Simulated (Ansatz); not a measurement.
## A series in volume per atom on CaO

All results are calculated (Ansatz 0.2.0 development build). Equation of state of a cubic crystal from periodic Kohn-Sham density functional theory without spin; pressure corrected for the finite basis.

Cell of the first row (space group Fm-3m, No. 225):
```
CaO
1.0
      0.0000     2.3494     2.3494
      2.3494     0.0000     2.3494
      2.3494     2.3494     0.0000
Ca O
1 1
Direct
  0.00000 0.00000 0.00000
  0.50000 0.50000 0.50000
```

Settings of every row: formula CaO; structure type rock salt; functional r2SCAN; spin treatment none; k mesh 12x12x12; occupation method fermi-dirac; occupation width 0.1 eV; wave cutoff 1050 eV; datasets hand-made PAW; density cutoff ratio 5; xc grid level 2.

Limits: the SCF threshold is loose for a stress in some rows.

| row | volume per atom (Å³) | pressure (GPa) | energy above lowest point (meV/atom) |
| --- | --- | --- | --- |
| 1 | 12.967 | 8.062 | 19.27 |
| 2 | 13.39 | 3.536 | 4.13 |
| 3 | 13.813 | ? | ? |
| 4 | 14.236 | -3.561 | 5.22 |
| 5 | 14.659 | -6.33 | 18.37 |

Question: what pressure should row 3 give?

Worked fit of pressure. Take u = (V_r/V)^(2/3) − 1 with V_r = 13.813 Å³ an atom, which is twice the finite (Eulerian) strain; such expansions in the strain, on which the Birch-Murnaghan equation of state is built, carry the rest volume and the bulk modulus. The shown rows have u = 0.04304, 0.02095, -0.01991, -0.03885. Least squares give pressure = −0.3036 + 173.629 × u + 479.68 × u² GPa; a straight line predicts inner rows, each left out in turn, worse (root mean square 0.47 against 0.023 GPa). The rows lie off it by 0.004, -0.008, 0.009, -0.005 (root mean square 0.0068 GPa). The pressure vanishes at u = 0.0017, or V = 13.78 Å³ an atom, and there the bulk modulus at fixed shape and fractions is B = −V dP/dV = (2/3)(1 + u) dP/du = 117 GPa. The withheld row has u = 0, so the fit gives −0.3036 + 173.629 × (0) + 479.68 × (0)² = -0.304 GPa.

The calculation gave -0.302 GPa. The fit lies 0.002 GPa (0.014 % of the column's range) below it; its largest miss of a shown row is 0.009 GPa.

The other values of row 3: energy above lowest point 0 meV/atom.
